**QED shifts of the 1s level in chlorine-like ions, Cl to Ni11+**

The table holds the 1s1/2 eigenvalue and its first-order self-energy and vacuum-polarisation shifts for twelve 17-electron species, from configuration-averaged Dirac-Coulomb Hartree-Fock with a Fermi nucleus. The program divides the shifts by (α/π)(Zα)⁴mc², compares vacuum polarisation with the Uehling potential on a hydrogenic Dirac orbital times (1 − σ/Z)³, compares the self-energy with the low orders of the Zα expansion, and tests the screening of the eigenvalue. With σ = 5/16, a trial value standing for the screening by the 1s partner and the outer electrons together, the vacuum polarisation is reproduced to about 0.3 %, while the low-order self-energy expansion misses by 8 to 49 % and gives only the direction of the trend. The power 1.18 of the QED share splits into 4 − 0.59 − 2.23, from the scaling unit, the falling reduced shift and the eigenvalue. Uehling and the hydrogenic K-shell self-energy are built into the calculation, so the comparisons probe screening and not QED itself.

B-spline radial code 1, Dirac-Coulomb Hartree-Fock at the basis limit, nl average, Fermi nucleus; Cl and chlorine-like ions, all [Ne] 3s2 3p5. Self-energy and vacuum polarisation (Uehling plus Wichmann-Kroll) are first-order shifts of the 1s1/2 eigenvalue ε, positive meaning less bound; QED is their sum.

## Numerical check

```python
# Table: 1s1/2 eigenvalue, first-order self-energy (SE) and vacuum polarisation (VP), 17-electron ions Cl..Ni11+,
# B-spline radial code, Dirac-Coulomb Hartree-Fock, nl average, Fermi nucleus.
# Tested: (alpha/pi)(Z alpha)^4 mc^2 scaling, hydrogenic Uehling x screening, logarithm in SE, screening of epsilon.
T = {
    'ion': ['Cl', 'Ar+', 'K2+', 'Ca3+', 'Sc4+', 'Ti5+', 'V6+', 'Cr7+', 'Mn8+', 'Fe9+', 'Co10+', 'Ni11+'],
    'Z': [17, 18, 19, 20, 21, 22, 23, 24, 25, 26, 27, 28],
    'charge': [0, 1, 2, 3, 4, 5, 6, 7, 8, 9, 10, 11],  # e
    'e': [-2865.12, -3255.83, -3674.94, -4122.31, -4597.89, -5101.72, -5633.82, -6194.27, -6783.14, -7400.52, -8046.5, -8721.2],  # eV
    'self_energy': [0.947, 1.156, 1.396, 1.668, 1.975, 2.319, 2.704, 3.131, 3.602, 4.122, 4.691, 5.313],  # eV
    'vac_pol': [-0.06449, -0.08099, -0.1005, -0.1233, -0.1497, -0.1802, -0.2152, -0.2551, -0.3003, -0.3513, -0.4085, -0.4726],  # eV
    'se_over_vp': [-14.7, -14.3, -13.9, -13.5, -13.2, -12.9, -12.6, -12.3, -12.0, -11.7, -11.5, -11.2],
    'qed_share': [308, 330, 352, 375, 397, 419, 442, 464, 487, 509, 532, 555],  # ppm
}
import numpy as np
from scipy.constants import alpha as a, physical_constants as pc
from scipy.integrate import quad
mc2 = pc['electron mass energy equivalent in MeV'][0]*1e6; Ha = pc['Hartree energy in eV'][0]
ion = T['ion']
Z, e, se, vp, r, q = (np.array(T[k], float) for k in ('Z', 'e', 'self_energy', 'vac_pol', 'se_over_vp', 'qed_share'))
# further outputs of the same runs: all-electron Uehling and Wichmann-Kroll totals (hartree)
ue = np.array([5.165579, 6.509981, 8.102494, 9.972269, 12.15034, 14.66972, 17.56537, 20.87405, 24.63482, 28.88902, 33.67993, 39.05394])*1e-3
wk = np.array([1.385208, 1.951406, 2.698151, 3.668635, 4.913373, 6.491, 8.469104, 10.92505, 13.947, 17.63494, 22.10155, 27.47368])*1e-5
# further outputs for K2+, V6+, Fe9+: 1s density at nucleus, 1s Breit shift (eV), <1/r> of 2s 2p- 2p+ 3s 3p- 3p+
ix = [ion.index(s) for s in ('K2+', 'V6+', 'Fe9+')]
rho = np.array([2354.218, 4430.523, 6715.552]); br = np.array([3.048127, 5.659171, 8.398615])
ir = np.array([[3.840462, 3.732503, 3.698308, 1.110897, 0.9949168, 0.9889035],
               [4.855559, 4.75856, 4.694408, 1.577273, 1.484117, 1.47176],
               [5.63281, 5.541074, 5.445144, 1.927891, 1.843412, 1.823814]])
occ = np.array([2, 2, 4, 2, 5/3, 10/3])
x = Z*a; g = np.sqrt(1-x*x); L = -2*np.log(x); U = a/np.pi*x**4*mc2
F = se/U; H = vp/U; qed = se+vp
f = lambda t, x, g: np.sqrt(t*t-1)*(1/t**2+0.5/t**4)*(x/g)*(x/(x+t))**(2*g)/x**3
HU = np.array([-2/3*quad(f, 1, np.inf, args=(xi, gi))[0] for xi, gi in zip(x, g)])
S = H/(HU*(1-wk/ue)); sd = Z*(1-S**(1/3))
eD = -mc2*(1-g); sE = Z-np.sqrt(1-(1+e/mc2)**2)/a
p = lambda y, z=Z: np.polyfit(np.log(z), np.log(abs(y)), 1)[0]
print('ion    unit/eV QED/eV F=SE/unit H=VP/unit H_Uehl_hyd S=screen sig_dens F/S  ln(Za)^-2 eDirac/eV sig_E')
for i, s in enumerate(ion):
    print(f'{s:6s}{U[i]:7.4f}{qed[i]:7.3f}{F[i]:9.3f}{H[i]:10.4f}{HU[i]:10.4f}{S[i]:9.4f}{sd[i]:8.3f}{F[i]/S[i]:8.3f}{L[i]:7.3f}{eD[i]:11.1f}{sE[i]:7.3f}')
fl = 0.5*10**(np.floor(np.log10(abs(vp)))-3)/abs(vp)
print(f'rounding floor %: SE {100*(5e-4/se).min():.3f}-{100*(5e-4/se).max():.3f}, VP {100*fl.min():.3f}-{100*fl.max():.3f}; share 0.5 ppm')
print(f'exponents in Z: SE {p(se):.3f} VP {p(vp):.3f} QED {p(qed):.3f} |e| {p(e):.3f} eDirac {p(eD):.3f} share {p(q):.3f} ratio {p(r):.3f}')
print(f'factors Ni/Cl: Z {Z[-1]/Z[0]:.3f} Z^4 {U[-1]/U[0]:.2f} SE {se[-1]/se[0]:.2f} VP {vp[-1]/vp[0]:.2f} QED {qed[-1]/qed[0]:.2f} e {e[-1]/e[0]:.2f} share {q[-1]/q[0]:.2f}')
print(f'change Cl->Ni %: F {100*(F[-1]/F[0]-1):.1f} H {100*(H[-1]/H[0]-1):.2f} H_Uehl {100*(HU[-1]/HU[0]-1):.2f} S {100*(S[-1]/S[0]-1):.2f} |SE/VP| {100*(r[-1]/r[0]-1):.1f}')
print(f'share exponent = 4 + ({p(F+H):.3f}: of which S {p(S):.3f}) - {p(e):.3f} = {4+p(F+H)-p(e):.3f}')
print(f'QED/|eDirac| ppm: Cl {1e6*qed[0]/-eD[0]:.0f}, Ni {1e6*qed[-1]/-eD[-1]:.0f}, exponent {p(qed/eD):.3f}; e/eDirac Cl {e[0]/eD[0]:.3f}, Ni {e[-1]/eD[-1]:.3f}')
c = np.polyfit(Z, q, 1); print(f'share linear: {c[0]:.2f} ppm per Z, intercept {c[1]:.1f}, max resid {abs(q-np.polyval(c, Z)).max():.2f} ppm')
print(f'VP cancels % of SE: Cl {-100*vp[0]/se[0]:.1f}, Ni {-100*vp[-1]/se[-1]:.1f}; WK/Uehling (all-electron) %: Cl {100*wk[0]/ue[0]:.2f}, Ni {100*wk[-1]/ue[-1]:.2f}')
def rep(n, m, y):
    d = 100*(m/y-1); k = abs(d).argmax()
    print(f'{n}: err % Cl {d[0]:+.2f}, Ni {d[-1]:+.2f}, worst {ion[k]} {d[k]:+.2f}')
rep('VP, -4/15 only', -4/15+0*Z, H)
rep('VP, Dirac Uehling+WK, unscreened', H/S, H)
rep('VP, same, sigma=5/16', H/S*(1-5/16/Z)**3, H)
rep(f'VP, same, mean sigma={sd.mean():.3f}', H/S*(1-sd.mean()/Z)**3, H)
lnk = 3.0  # 1s Bethe logarithm, rough recalled value (uncertainty about 0.02 in F)
F0 = 4/3*L+10/9-4/3*lnk; F1 = F0+4*np.pi*(139/128-np.log(2)/2)*x
for n, m in (('F leading log', F0), ('F + order Za', F1)):
    rep(f'{n} (Cl {m[0]:.2f}, Ni {m[-1]:.2f}) vs F/S', m, F/S)
c = np.polyfit(L, F/S, 1); rep(f'F/S = {c[0]:.3f} L + {c[1]:.3f} (theory slope 1.333)', np.polyval(c, L), F/S)
c = np.polyfit(x, F/S-4/3*L, 1); rep(f'F/S = 4/3 L + {c[1]:.3f} + {c[0]:.2f} Za', 4/3*L+np.polyval(c, x), F/S)
print(f'Cl->Ni change: F/S {F[-1]/S[-1]-F[0]/S[0]:+.3f}, log term {4/3*(L[-1]-L[0]):+.3f}, remainder {(F/S-4/3*L)[-1]-(F/S-4/3*L)[0]:+.3f}')
d = e-eD; c = np.polyfit(Z, d, 1)
print(f'e-eDirac eV: Cl {d[0]:.0f}, Ni {d[-1]:.0f}; linear {c[0]:.2f} eV per Z, intercept {c[1]:.0f}, max resid {abs(d-np.polyval(c, Z)).max():.2f} eV (floor 0.005)')
print('row   shift/eV  5Z/8  sum<1/r>  est/shift | VP/contact SE/(a^3 Z rho) | Breit/eV Breit/QED')
cu = a**3*Z[ix]*rho*Ha
for j, i in enumerate(ix):
    A = 5/8*Z[i]*Ha; B = ir[j]@occ*Ha
    print(f'{ion[i]:6s}{d[i]:7.0f}{A:7.0f}{B:8.0f}{(A+B)/d[i]:9.3f} |{vp[i]/(-4/15*cu[j]):9.3f}{se[i]/cu[j]:11.3f} |{br[j]:10.2f}{br[j]/qed[i]:8.2f}')
print(f'per Z*rho, K2+->Fe9+ %: VP {100*((vp[ix]/cu)[2]/(vp[ix]/cu)[0]-1):.1f}, SE {100*((se[ix]/cu)[2]/(se[ix]/cu)[0]-1):.1f}; Breit exponent {p(br, Z[ix]):.2f}')
print(f'first row with QED > 1 eV: {ion[np.argmax(qed > 1)]}; with |VP| > 0.1 eV: {ion[np.argmax(-vp > 0.1)]}')
assert (se > 0).all() and (vp < 0).all()
assert 3 < p(se) < p(vp) and 3.8 < p(vp) < 4.2
assert (np.diff(abs(se/vp)) < 0).all() and (np.diff(q) > 0).all()
assert ((S > 0.9) & (S < 1)).all() and (sE > sd).all()
```

Printed output:

```
ion    unit/eV QED/eV F=SE/unit H=VP/unit H_Uehl_hyd S=screen sig_dens F/S  ln(Za)^-2 eDirac/eV sig_E
Cl     0.2811  0.883    3.369   -0.2294   -0.2428   0.9475   0.303   3.555  4.174    -3947.3  2.509
Ar+    0.3533  1.075    3.272   -0.2292   -0.2421   0.9497   0.307   3.445  4.060    -4427.4  2.555
K2+    0.4386  1.295    3.183   -0.2291   -0.2415   0.9520   0.309   3.343  3.952    -4935.5  2.595
Ca3+   0.5385  1.545    3.097   -0.2290   -0.2409   0.9539   0.312   3.247  3.849    -5471.6  2.629
Sc4+   0.6546  1.825    3.017   -0.2287   -0.2404   0.9550   0.320   3.159  3.751    -6035.8  2.658
Ti5+   0.7885  2.139    2.941   -0.2285   -0.2400   0.9565   0.324   3.075  3.658    -6628.1  2.684
V6+    0.9419  2.489    2.871   -0.2285   -0.2396   0.9580   0.326   2.996  3.569    -7248.8  2.707
Cr7+   1.1167  2.876    2.804   -0.2284   -0.2393   0.9595   0.328   2.922  3.484    -7897.9  2.728
Mn8+   1.3148  3.302    2.740   -0.2284   -0.2391   0.9608   0.331   2.851  3.403    -8575.5  2.746
Fe9+   1.5381  3.771    2.680   -0.2284   -0.2389   0.9620   0.334   2.786  3.324    -9281.7  2.762
Co10+  1.7888  4.282    2.622   -0.2284   -0.2388   0.9628   0.339   2.724  3.249   -10016.7  2.777
Ni11+  2.0688  4.840    2.568   -0.2284   -0.2387   0.9639   0.341   2.664  3.176   -10780.6  2.790
rounding floor %: SE 0.009-0.053, VP 0.006-0.050; share 0.5 ppm
exponents in Z: SE 3.455 VP 3.991 QED 3.410 |e| 2.232 eDirac 2.013 share 1.178 ratio -0.540
factors Ni/Cl: Z 1.647 Z^4 7.36 SE 5.61 VP 7.33 QED 5.48 e 3.04 share 1.80
change Cl->Ni %: F -23.8 H -0.42 H_Uehl -1.68 S 1.72 |SE/VP| -23.8
share exponent = 4 + (-0.590: of which S 0.034) - 2.232 = 1.178
QED/|eDirac| ppm: Cl 224, Ni 449, exponent 1.396; e/eDirac Cl 0.726, Ni 0.809
share linear: 22.44 ppm per Z, intercept -74.1, max resid 0.74 ppm
VP cancels % of SE: Cl 6.8, Ni 8.9; WK/Uehling (all-electron) %: Cl 0.27, Ni 0.70
VP, -4/15 only: err % Cl +16.24, Ni +16.74, worst Co10+ +16.77
VP, Dirac Uehling+WK, unscreened: err % Cl +5.54, Ni +3.75, worst Cl +5.54
VP, same, sigma=5/16: err % Cl -0.18, Ni +0.31, worst Ni11+ +0.31
VP, same, mean sigma=0.323: err % Cl -0.36, Ni +0.20, worst Cl -0.36
F leading log (Cl 2.68, Ni 1.35) vs F/S: err % Cl -24.71, Ni -49.48, worst Ni11+ -49.48
F + order Za (Cl 3.83, Ni 3.24) vs F/S: err % Cl +7.71, Ni +21.77, worst Ni11+ +21.77
F/S = 0.892 L + -0.180 (theory slope 1.333): err % Cl -0.36, Ni -0.44, worst Ni11+ -0.44
F/S = 4/3 L + -2.685 + 5.48 Za: err % Cl +0.13, Ni +0.16, worst Ni11+ +0.16
Cl->Ni change: F/S -0.891, log term -1.331, remainder +0.440
e-eDirac eV: Cl 1082, Ni 2059; linear 88.75 eV per Z, intercept -426, max resid 0.50 eV (floor 0.005)
row   shift/eV  5Z/8  sum<1/r>  est/shift | VP/contact SE/(a^3 Z rho) | Breit/eV Breit/QED
K2+      1261    323    1010    1.058 |    0.797      2.951 |      3.05    2.35
V6+      1615    391    1321    1.060 |    0.749      2.509 |      5.66    2.27
Fe9+     1881    442    1555    1.062 |    0.714      2.233 |      8.40    2.23
per Z*rho, K2+->Fe9+ %: VP -10.5, SE -24.4; Breit exponent 3.23
first row with QED > 1 eV: Ar+; with |VP| > 0.1 eV: K2+
```
